Fluoromethanol, HO–CH₂F, has one easy internal motion: the O–H bond turns about the C–O bond. The table follows its energy along that turn. The torsion is the angle between the O–H and C–F bonds seen along the C–O axis, so the hydrogen is on the fluorine's side near 0° (syn) and on the far side near 180° (anti). The CCSD(T) column is the yardstick, and columns A to D repeat it with a single setting changed. The headings hint that it is the method. Do the numbers bear that out, and what else could look alike?

CH3FO (SMILES OCF). Ansatz 0.2.0, gas phase, PBE0-D4/def2-TZVP structures, frozen cores; def2-TZVPP. A rigid scan of the torsion H4-O1-C2-F3 (atoms in SMILES order, hydrogens last). Energies are counted from the minimum structure at the same level.

| torsion (°) | CCSD(T) (eV) | method A (eV) | method B (eV) | method C (eV) | method D (eV) | method A less CCSD(T) (eV) | T1 diagnostic |
| --- | --- | --- | --- | --- | --- | --- | --- |
| -142.5 | 0.2220 | 0.2202 | 0.2247 | 0.2176 | 0.2248 | -0.0018 | 0.011 |
| -102.5 | 0.0992 | 0.0925 | 0.1011 | 0.0969 | 0.1010 | -0.0067 | 0.011 |
| -62.5 | 0.0614 | 0.0641 | 0.0628 | 0.0600 | 0.0632 | 0.0027 | 0.011 |
| -22.5 | 0.1503 | 0.1650 | 0.1574 | 0.1481 | 0.1522 | 0.0147 | 0.011 |
| 17.5 | 0.1336 | 0.1483 | 0.1406 | 0.1317 | 0.1347 | 0.0147 | 0.011 |
| 57.5 | 0.0122 | 0.0162 | 0.0132 | 0.0124 | 0.0125 | 0.0040 | 0.011 |
| 70.7 | 0.0000 | 0.0000 | 0.0000 | 0.0000 | 0.0000 | 0.0000 | n/a |
| 97.5 | 0.0452 | 0.0391 | 0.0455 | 0.0436 | 0.0454 | -0.0061 | 0.011 |
| 137.5 | 0.1987 | 0.1961 | 0.2008 | 0.1944 | 0.2007 | -0.0026 | 0.011 |
| 177.5 | 0.2777 | 0.2849 | 0.2814 | 0.2735 | 0.2807 | 0.0072 | 0.011 |

Two rows give the first clue. At 17.5° column A lies 15 meV above CCSD(T), which is 11 % of the energy there. At 97.5° it lies 6 meV below, a relative deviation of −13.5 %. A wrong unit or a common factor would push both rows the same way in per cent, so the setting does more than stretch the energy scale. It changes the shape of the curve.

A curve can also change because its angles are slightly off. The row at −22.5° tests this idea, since it lies on the other side of the syn position. The CCSD(T) energy is rising with the torsion at −22.5° and falling at 17.5°. Sliding the whole curve sideways would therefore raise one of these points and lower the other. Column A is too high by the same 15 meV at both.

Perhaps, then, the molecule was given a different shape. The table carries a sensitive test of that, because its scan is rigid: only the torsion turns, and all other angles and lengths stay as they are in the minimum at 70.7°. In a molecule free to adjust, torsions of equal size and opposite sign are mirror images with equal energies. Here the two hydrogens on carbon sit at slightly different angles to the C–O bond, which suits a positive torsion and not a negative one. The CCSD(T) energy at −62.5° is thus 49 meV higher than at 57.5°, although the mirror image of −62.5° is the one closer to the minimum.

This lopsidedness is an artefact of the rigid scan, but a useful one. If the structures in column A had been allowed to relax, most of it would have gone, and the deviation from CCSD(T) would differ by tens of meV between the two sides. It differs by about 1 meV. So column A wasn't relaxed along the scan, although the numbers can't exclude a rigid scan that starts from a slightly different minimum.

A second rival is just as hard to dismiss. The basis set, the collection of functions from which the orbitals are built, decides how far the electrons on oxygen and fluorine can spread. A poorer basis could also favour some orientations over others, and do so equally for both signs of the torsion. The numbers alone can't rule this out. What settles it is that all columns share one basis as well as one set of structures. That leaves the way in which the repulsion between electrons is approximated, the part of the energy called exchange and correlation.

Rigid scan of the H–O–C–F torsion in gas-phase fluoromethanol (HO–CH₂F), computed with Ansatz 0.2.0 at the CCSD(T), MP2, PBE-D4, r2SCAN-D4 and B3LYP-D4 levels in the def2-TZVPP basis, with frozen cores in CCSD(T) and MP2. All else is held as in the PBE0-D4/def2-TZVP minimum at 70.7°, which is the energy zero at each level.

CCSD(T) is a sound yardstick here. No bond is stretched, and the T1 diagnostic, which grows when a single electron configuration no longer describes a molecule well, stays at a low 0.011 in the scanned rows. Column A is PBE-D4, B is r2SCAN-D4, C is B3LYP-D4 and D is MP2; the ending D4 marks an added term for dispersion. PBE, the simplest of the three density functionals, estimates exchange and correlation from the electron density and its gradient at each point in space. To see why this should matter for a rotating O–H bond, one has to ask what holds the hydrogen near 70° in the first place.

The usual answer is the anomeric effect. It is most often explained by orbitals, although electrostatic forces between the polar bonds also play a part. Oxygen has a lone pair in a p-type orbital that stands at right angles to the C–O–H plane. Next to it lies the empty antibonding orbital of the C–F bond, which accepts electrons readily because fluorine draws charge away from carbon. When the two overlap, some of the lone pair spreads into the C–F region and the energy falls.

The dependence on the torsion $\tau$ follows from geometry. The overlap grows with the part of the C–F bond that points along the lone pair, which is proportional to $\sin\tau$. The energy gained goes as the square of the overlap, so it is $V\sin^2\tau$: nothing at syn and anti, and most when the two bonds are at right angles. The C–H bonds accept electrons too, but three equal acceptors spaced by 120° would give the same total at every torsion. The strength $V$ therefore measures only how much better C–F accepts than C–H. By itself this term would put the minimum at 90°. The preference for staggered bonds and the attraction between the hydroxyl hydrogen and fluorine can be expected to draw it towards smaller angles.

PBE has a known bias in just this kind of spreading. In an exact theory an electron doesn't repel itself, but in PBE part of that false repulsion survives. An electron can reduce it by spreading out, so PBE tends to reward delocalisation too generously. Applied to fluoromethanol, this argument makes $V$ too large by some amount $\delta V$. The perpendicular arrangement then comes out too low compared with the two planar ones, which is the pattern of the rows at 17.5° and 97.5°.

The size of $\delta V$ can be estimated from three rows. The average deviation of PBE-D4 from CCSD(T) at 17.5° and 177.5°, less that at 97.5°, is $(14.7+7.2)/2+6.1\approx17$ meV. This combination doesn't depend on where the energy zero is placed, and an error proportional to $\cos\tau$, which has opposite signs at syn and anti, nearly drops out of it. Over the same rows $\sin^2\tau$ differs by 0.94, so $\delta V\approx17/0.94\approx18$ meV.

Rows that played no part in the estimate show what it is worth. Counted from the minimum, the deviation should be $\delta V(\sin^2 70.7^\circ-\sin^2\tau)$. At 57.5° this gives $18\times(0.89-0.71)\approx3$ meV, and the table has 4. At 137.5° it gives $18\times(0.89-0.46)\approx8$ meV, whereas PBE-D4 actually lies 3 meV below CCSD(T).

The failure has a pattern. At every point with the hydrogen turned more than 90° away from fluorine, PBE-D4 lies lower than the estimate. Its error thus has a second part, which tells syn from anti and which the lone-pair picture doesn't contain. Excess delocalisation is a reasonable explanation for the contrast between planar and perpendicular forms, though no orbital analysis here confirms it. It doesn't account for the whole curve.

The other columns support this reading only in part. The contrast that PBE-D4 overstates by 17 meV, out of 160 meV in CCSD(T), is overstated by only 5 meV in r2SCAN-D4. That functional also uses the kinetic-energy density of the orbitals, which helps it tell regions dominated by a single orbital from those where several orbitals overlap. MP2 starts from exact exchange, which is free of the false self-repulsion, and reproduces the contrast to within 2 meV. B3LYP-D4 does so too, yet only a fifth of its exchange is exact. If the excess shrank in step with that share, most of it would remain. B3LYP also uses a different gradient formula from PBE, so part of PBE-D4's error may come from the details of that formula and not from missing exact exchange.

B3LYP-D4 and MP2 shouldn't be ranked against each other on this evidence. On the points above 0.1 eV, B3LYP-D4 is low by about 2 % and MP2 high by about 1 %, which is only a few meV. A larger basis could shift the columns by similar amounts. PBE-D4's excess near syn is several times larger and stands out clearly; the printed analysis after this text lists the deviations row by row.

For practical use, 15 meV is about 1.4 kJ/mol, or somewhat more than half the thermal energy $k_\mathrm{B}T$ at room temperature. That is small for a reaction energy but noticeable when the populations of conformers are compared. The heights in this table are not themselves rotation barriers, since the rest of the molecule was held fixed and the top near 0° falls between two points. In fluoromethanol itself an error of this kind changes no conformer populations, because the two relaxed wells are mirror images of each other. If excess delocalisation is indeed the cause, PBE may also be too favourable to other conformers that owe their stability to a lone pair spreading into a neighbouring polar bond, but one molecule can't establish that as a rule.

Printed output of the fit:

```
Deviation from CCSD(T) in meV:
     row     A    B     C    D
  -142.5  -1.8  2.7  -4.4  2.8
  -102.5  -6.7  1.9  -2.3  1.8
   -62.5   2.7  1.4  -1.4  1.8
   -22.5  14.7  7.1  -2.2  1.9
    17.5  14.7    7  -1.9  1.1
    57.5     4    1   0.2  0.3
    70.7     0    0     0    0
    97.5  -6.1  0.3  -1.6  0.2
   137.5  -2.6  2.1  -4.3    2
   177.5   7.2  3.7  -4.2    3
A, lowest deviation on points above 0.1 eV, %: -1.309
A, highest deviation on points above 0.1 eV, %: 11
B, lowest deviation on points above 0.1 eV, %: 1.057
B, highest deviation on points above 0.1 eV, %: 5.24
C, lowest deviation on points above 0.1 eV, %: -2.164
C, highest deviation on points above 0.1 eV, %: -1.422
D, lowest deviation on points above 0.1 eV, %: 0.8234
D, highest deviation on points above 0.1 eV, %: 1.264
A, deviation at 97.5, %: -13.5
CCSD(T) energy, -22.5 less 17.5, meV: 16.7
CCSD(T) energy, -62.5 less 57.5, meV: 49.2
CCSD(T) energy, -102.5 less 97.5, meV: 54
CCSD(T) energy, -142.5 less 137.5, meV: 23.3
Deviation of A, -22.5 less 17.5, meV: 2.842e-14
Deviation of A, -62.5 less 57.5, meV: -1.3
Deviation of A, -102.5 less 97.5, meV: -0.6
Deviation of A, -142.5 less 137.5, meV: 0.8
CCSD(T) contrast, mean of 17.5 and 177.5 less 97.5, meV: 160.5
Excess of this contrast in A, meV: 17.05
Excess of this contrast in B, meV: 5.05
Excess of this contrast in C, meV: -1.45
Excess of this contrast in D, meV: 1.85
CCSD(T) mean slope about -22.5, meV per degree: 0.9025
CCSD(T) mean slope about 17.5, meV per degree: -1.726
Dispersion term of A, -142.5 less minimum, meV: -0.016
```
